# Which lines does a quantum well show, and in which polarisation? Four sites and eight cell states for a CdSe nanoplatelet

A CdSe nanoplatelet of 4.5 monolayers is a zinc-blende slab with normal $z\parallel[001]$: four Se planes between five Cd planes. I will use it to build the smallest model that contains the interband selection rules of a quantum well. We shall see which rules hold exactly, and then which of them survive in so thin a slab.

## The model

Take one site per Se plane, $j=1,\dots,4$, with spacing $d$. Each site carries eight cell states: a conduction orbital $S$ and valence orbitals $X,Y,Z$, times spin. For $d$ I use the wurtzite constant $a=4.2985$ Å (compiled value, PVEducation) and assume the same Se–Se distance in both polytypes. Then the cubic constant is $\sqrt2\,a=6.08$ Å and $d=a/\sqrt2=3.04$ Å.

The operator $d^2k_z^2$ becomes the second-difference matrix

$$K=\begin{pmatrix}2&-1&0&0\\-1&2&-1&0\\0&-1&2&-1\\0&0&-1&2\end{pmatrix},$$

which puts hard walls at $j=0$ and $j=5$, a distance $5d=15.2$ Å apart. The energy unit is $t_0=\hbar^2/2m_0d^2=0.412$ eV. At zero in-plane wave vector, with hole energies counted positive downwards,

$$H_c=E_g+\frac{m_0}{m_e}\,t_0K,\qquad H_v=t_0K\otimes\big[(\gamma_1-2\gamma_2)+6\gamma_2|Z\rangle\langle Z|\big]+\Delta\,\Pi_{1/2}.\tag{1}$$

$H_v$ is the six-band Luttinger Hamiltonian for $\mathbf k\parallel[001]$: $X$ and $Y$ move with inverse mass $\gamma_1-2\gamma_2$, and $Z$ with $\gamma_1+4\gamma_2$. The projector $\Pi_{1/2}=(1-\mathbf L\cdot\boldsymbol\sigma)/3$ places the $j=1/2$ doublet at the spin–orbit energy $\Delta$. Light acts within a cell and conserves spin: $\langle S|p_x|X\rangle=\langle S|p_y|Y\rangle=\langle S|p_z|Z\rangle=P$.

Every cell operator in (1) multiplies either $K$ or the unit matrix, so every eigenstate is a product $f(j)\,u$, and

$$\langle c,n|\,\mathbf e\cdot\mathbf p\,|v,m\rangle=\langle u_c|\mathbf e\cdot\mathbf p|u_v\rangle\,\sum_j f^{c}_n(j)^*f^{v}_m(j).\tag{2}$$

**Question.** Is this factorisation a theorem or an assumption?

**Answer.** In the model it is exact by construction. In continuum envelope theory one writes $\psi=f u$ and lets $\mathbf p$ act on either factor. The term with $\mathbf pf$ carries $\langle u_c|u_v\rangle=0$, and (2) remains, provided $f$ varies slowly over a cell and conduction and valence cell states do not mix. For four cells both provisos are strained; I will size the second one later.

## Envelope factor

The eigenvectors and eigenvalues of $K$ are

$$f_n(j)=\sqrt{\tfrac25}\,\sin\frac{n\pi j}{5},\qquad \kappa_n=2-2\cos\frac{n\pi}{5},\qquad n=1,\dots,4 .$$

No mass appears in $f_n$. Electron and hole share one orthonormal set, the overlap is $\delta_{nm}$, and only $\Delta n=0$ is allowed. This is the rule of the infinite well, where $\sqrt{2/L}\,\sin(n\pi z/L)$ is mass-independent for the same reason.

Now soften the walls symmetrically. Add $\eta t$ to the energy of sites 1 and 4, where $t$ is the hopping of the carrier in question. A negative $\eta$ mimics spill-out, and $\eta$ differs between electron and hole. The mirror $j\to5-j$ survives, so $n=1,3$ (even) never mix with $n=2,4$ (odd). In the even basis $(|1\rangle+|4\rangle)/\sqrt2$, $(|2\rangle+|3\rangle)/\sqrt2$ the matrix is

$$t\begin{pmatrix}2+\eta&-1\\-1&1\end{pmatrix}.$$

Its lower state is $(\sin\theta,\cos\theta)$ and its upper state $(\cos\theta,-\sin\theta)$, with $\tan2\theta=2/(1+\eta)$. Hence

$$|\langle e1|h1\rangle|^2=\cos^2(\theta_e-\theta_h),\qquad|\langle e1|h3\rangle|^2=\sin^2(\theta_e-\theta_h),\qquad\langle e1|h2\rangle=\langle e1|h4\rangle=0 .$$

As an illustration assume $\eta_h=0$ and $\eta_e=-0.5$, since the electron sits mainly on Cd and has the outer Cd planes to spread into. Then $\theta_h=31.7^\circ$, $\theta_e=38.0^\circ$, the difference is $6.3^\circ$, and the two intensities are $0.988$ and $0.012$. To lowest order $|\langle e1|h3\rangle|^2=(\eta_e-\eta_h)^2/25$, here $0.010$. Even a completely flat electron envelope, $\eta_e=-1$, gives only $(1-2/\sqrt5)/2=0.053$.

**Question.** What switches on odd $\Delta n$?

**Answer.** Unequal faces or a field. Put $+ut$ on site 1 and $-ut$ on site 4. The element between $n=1$ and $n=2$ is $\tfrac45ut\sin36^\circ\sin72^\circ=ut/\sqrt5$ and the level distance is $(\kappa_2-\kappa_1)t=t$. So $|\langle e1|h2\rangle|^2\simeq(u_e-u_h)^2/5$, which is $0.05$ for a difference of $0.5$, five times the symmetric case at the same order. In an electric field $u_e$ and $u_h$ have opposite signs, and the effects add.

## Cell factor

For envelope $n$, measure hole energies from $(\gamma_1-2\gamma_2)t_0\kappa_n$. The cell Hamiltonian is then

$$h=D\,|Z\rangle\langle Z|+\Delta\,\Pi_{1/2},\qquad D=6\gamma_2t_0\kappa_n .$$

It conserves $J_z$. With $|\pm\rangle=\mp(X\pm iY)/\sqrt2$, the states $|+\rangle\!\uparrow$ and $|-\rangle\!\downarrow$ have $J_z=\pm3/2$, contain no $Z$, and lie at zero. These are the heavy holes (hh). For $J_z=+1/2$ the basis is $Z\!\uparrow$, $|+\rangle\!\downarrow$. The bulk light hole (lh) is $(\sqrt{2/3},\sqrt{1/3})$ and the split-off state (so) is $(-\sqrt{1/3},\sqrt{2/3})$. The $J_z=-1/2$ block holds the Kramers partners.

Define the strength $s$ as $|\langle S\!\uparrow|\mathbf e\cdot\mathbf p|v\rangle|^2/|P|^2$ summed over both members of a valence doublet. For a $J_z=\pm1/2$ doublet with $Z$ weight $w$, the state $S\!\uparrow$ reaches $Z\!\uparrow$ in the $+1/2$ member, so $s_z=w$. It reaches $|-\rangle\!\uparrow$ in the $-1/2$ member with weight $1-w$, and $|\langle X|-\rangle|^2=1/2$, so $s_x=(1-w)/2$. For $0<D\ll\Delta$ the doublets keep their bulk form:

| doublet | $s_x$ (in plane) | $s_z$ (along the normal) |
|---|---|---|
| hh | 1/2 | 0 |
| lh | 1/6 | 2/3 |
| so | 1/3 | 1/3 |

In units of $|P|^2/6$, hh:lh is 3:1 in the plane and 0:4 along the normal. Each column sums to one, and $2s_x+s_z=1$ in each row.

For any $D$ the block is

$$h_{1/2}=\begin{pmatrix}D+\Delta/3&-\sqrt2\,\Delta/3\\-\sqrt2\,\Delta/3&2\Delta/3\end{pmatrix},$$

with trace $D+\Delta$ and determinant $2D\Delta/3$. The lower root is the splitting between hh and the light doublet:

$$E=\tfrac12\Big[D+\Delta-\sqrt{D^2-\tfrac23D\Delta+\Delta^2}\Big].\tag{3}$$

The second row gives $c_Z/c_+=(2\Delta-3E)/\sqrt2\Delta$. With $y=2-3E/\Delta$ we have $w/(1-w)=y^2/2$, and

$$r\equiv\frac{s_x(\mathrm{hh})}{s_x(\mathrm{light})}=1+\frac{y^2}{2},\qquad\frac{s_z(\mathrm{light})}{s_x(\mathrm{light})}=y^2 .\tag{4}$$

At $E\to0$ these are 3 and 4. To first order $E=2D/3$ and $r=3-4D/\Delta$. At $D\gg\Delta$, $E\to2\Delta/3$, $y\to0$ and $r\to1$: confinement expels $Z$ from the light doublet and hands its $z$ strength to the upper root.

**Question.** So 3:1 is a limit. Is the platelet in that limit?

**Answer.** In this model, no. Assume $\gamma_1=2.0$, $\gamma_2=0.6$ and $\Delta=0.40$ eV. With $\kappa_1=0.382$, $t_0\kappa_1=0.158$ eV and $D=0.567$ eV, larger than $\Delta$. The value of $\gamma_2$ is poorly fixed, so I add a second route. Inverting (3) gives $D=E(\Delta-E)/(2\Delta/3-E)$, and I choose $D$ so that $E$ equals $0.16$ eV, a typical spacing of the first two absorption peaks at this thickness. That row is fitted, and it ignores the difference of the two exciton binding energies. A 10 nm hard-wall continuum well with the same parameters, $t_0\kappa_1\to\hbar^2\pi^2/2m_0L^2$, serves as contrast.

| case | $D$ (eV) | $E$ (eV) | $w$ | $r$ | $y^2$ |
|---|---|---|---|---|---|
| limit $D\ll\Delta$ | $\to0$ | $\to0$ | 2/3 | 3 | 4 |
| 10 nm well | 0.014 | 0.009 | 0.65 | 2.87 | 3.74 |
| four sites, $E$ chosen | 0.360 | 0.16 | 0.24 | 1.32 | 0.64 |
| four sites, $\gamma_2$ assumed | 0.567 | 0.196 | 0.12 | 1.14 | 0.28 |

The last digits only let you follow the arithmetic. The model's message is that $r$ falls between 1 and 1.5 in the platelet and stays near 3 in the wide well.

**Question.** Does strain spoil this?

**Answer.** A uniform tetragonal strain shifts $Z$ against $X,Y$, so it adds to $D$. Equation (4) contains only $E/\Delta$ and is unchanged. The crystal field of a wurtzite slab cut normal to $c$ enters in the same form.

## The staircase

Restore the in-plane wave vector $\mathbf k$, which vertical transitions conserve. For one subband pair with threshold $E_{nm}$ and in-plane reduced mass $\mu$, the joint density of states per area, counting both electron spins, is

$$J(\hbar\omega)=2\int\!\frac{d^2k}{(2\pi)^2}\,\delta\!\Big(\hbar\omega-E_{nm}-\frac{\hbar^2k^2}{2\mu}\Big)=\frac{\mu}{\pi\hbar^2}\,\Theta(\hbar\omega-E_{nm}).$$

The factor 2 matches the definition of $s$, which was per electron spin. The golden-rule rate at fixed vector potential is proportional to $\sum_{nm}s\,|\langle en|hm\rangle|^2J$, a staircase with one step per allowed pair. The unit is $m_0/\pi\hbar^2=4.18\times10^{14}$ cm$^{-2}$ eV$^{-1}$.

Step heights go as $s\mu$, so they are not 3:1 even where the matrix elements are. The diagonal in-plane inverse masses are $\gamma_1+\gamma_2$ for hh and $\gamma_1-\gamma_2$ for the unmixed lh. With an assumed in-plane $m_e=0.20\,m_0$, $\mu_{hh}=0.132\,m_0$ and $\mu_{lh}=0.156\,m_0$. The hh step is $5.5\times10^{13}$ cm$^{-2}$ eV$^{-1}$ and the step ratio is $3\mu_{hh}/\mu_{lh}=2.5$. Coupling between subbands changes these masses at the same order in $k$, so they are a guide only.

## What the model leaves out

**Question.** Platelet spectra show peaks. Where is the staircase?

**Answer.** Under the excitons. A typical binding energy here is 0.2 to 0.3 eV, larger than $E$. Each step acquires a line below it whose strength is $s$ times the squared overlap times $|\phi(0)|^2$, the electron–hole contact density. The rules for $\Delta n$ and polarisation are inherited, but hh and light excitons differ in $|\phi(0)|^2$, so peak areas do not give $r$ directly.

**Question.** The exciton is a packet of $\mathbf k\neq0$ states. Does band mixing not wash everything out?

**Answer.** Strong confinement keeps it small. Take a typical exciton radius of 2 nm, so $k\approx0.05$ Å$^{-1}$, and assume $\gamma_3\approx\gamma_2$. The term quadratic in $k$ couples hh1 to the first light doublet with at most $3\gamma_2\hbar^2k^2/2m_0=0.017$ eV across $0.16$ eV, an admixture of $0.01$. The term in $kk_z$ is at most about $2\sqrt3\gamma_3(\hbar^2/2m_0)kk_z=0.08$ eV, with $k_z=\sqrt{\kappa_1}/d=0.20$ Å$^{-1}$. It couples hh1 to the second light subband, at least $(\gamma_1-2\gamma_2)t_0+E=0.49$ eV away, an admixture of $0.03$.

**Question.** And the mixing of conduction and valence states that you postponed?

**Answer.** That one is large. At $\mathbf k=0$ the Kane term couples $S$ to $Z$ through $k_z$. Its square is about $E_Pt_0\kappa_1$, where $E_P=2|P|^2/m_0$. With a typical $E_P\approx17$ eV this is $2.7$ eV$^2$. Over an assumed $S$–$Z$ level distance of 3 eV, the admixture is of order $0.3$. It leaves hh untouched and removes $S$ weight from the electron, a factor common to both in-plane transitions. It acts directly on the $Z$ amplitudes, so $w$ and $y^2$ for the platelet are good to one figure at best. It also makes a parabolic $H_c$ overestimate the electron confinement, which is why I quote no absolute transition energy.

**Question.** A zinc-blende slab has no mirror plane $z\to-z$. Which rules are protected by the real symmetry?

**Answer.** The ideal slab has point group $D_{2d}$, with a fourfold rotoinversion about a central Cd atom. A state with projection $m$ acquires the phase $e^{-i\pi m/2}$, times $-1$ for a $p$-like cell orbital and $-1$ for an odd envelope. Each factor $-1$ shifts $m$ by 2, modulo 4. So e1 has labels $\pm1/2$, hh1 has $\pm3/2+2\equiv\mp1/2$, and lh1 has $\pm1/2+2\equiv\mp3/2$. The operator $p_z$ shifts the label by 2 and takes $\pm1/2$ to $\mp3/2$. It connects e1 to lh1 and never to hh1. The zero in 0:4 is therefore exact at $\mathbf k=0$ in a slab with equal faces. But lh2 has the labels $\pm1/2$, as hh1 does. The surfaces may mix the two, and e1–lh2 can then borrow in-plane strength. The ban on odd $\Delta n$ is a property of the envelope approximation, and I have no estimate of this surface term for the platelet.

**Question.** Could we see the $z$ strength in solution?

**Answer.** Weakly. In a thin slab the in-plane field is continuous, while the normal field is reduced by $\varepsilon_{out}/\varepsilon_{in}$. Let the wurtzite high-frequency constant $6.1$ (compiled value, Rakita 2019) stand in for the zinc-blende slab, and take a typical $1.9$ for hexane. The intensity factor is $(1.9/6.1)^2=0.097$. Relative to in-plane hh, the $z$-polarised light transition then has weight $2w\times0.097$: $0.13$ for $w=2/3$ and $0.05$ for $w=0.24$, both numbers of the model.

## Model and general statement side by side

The factorisation (2), the rule $\Delta n=0$ for hard walls, and weak even $\Delta n$ for soft symmetric walls come out of the four-site chain exactly as in continuum envelope theory. Each subband pair contributes a step $\mu/\pi\hbar^2$, spin included. The ratios 3:1 and 0:4 are those of the $\mathbf k=0$ cell factors when $D\ll\Delta$; they carry no overlap, mass, exciton or local-field factor. For general $D$ they become $(1+y^2/2):1$ and $0:y^2$ with $y=2-3E/\Delta$. For the 4.5-monolayer slab the model gives $r$ of about 1.1 to 1.3, while the zero for hh along the normal stays in place by symmetry.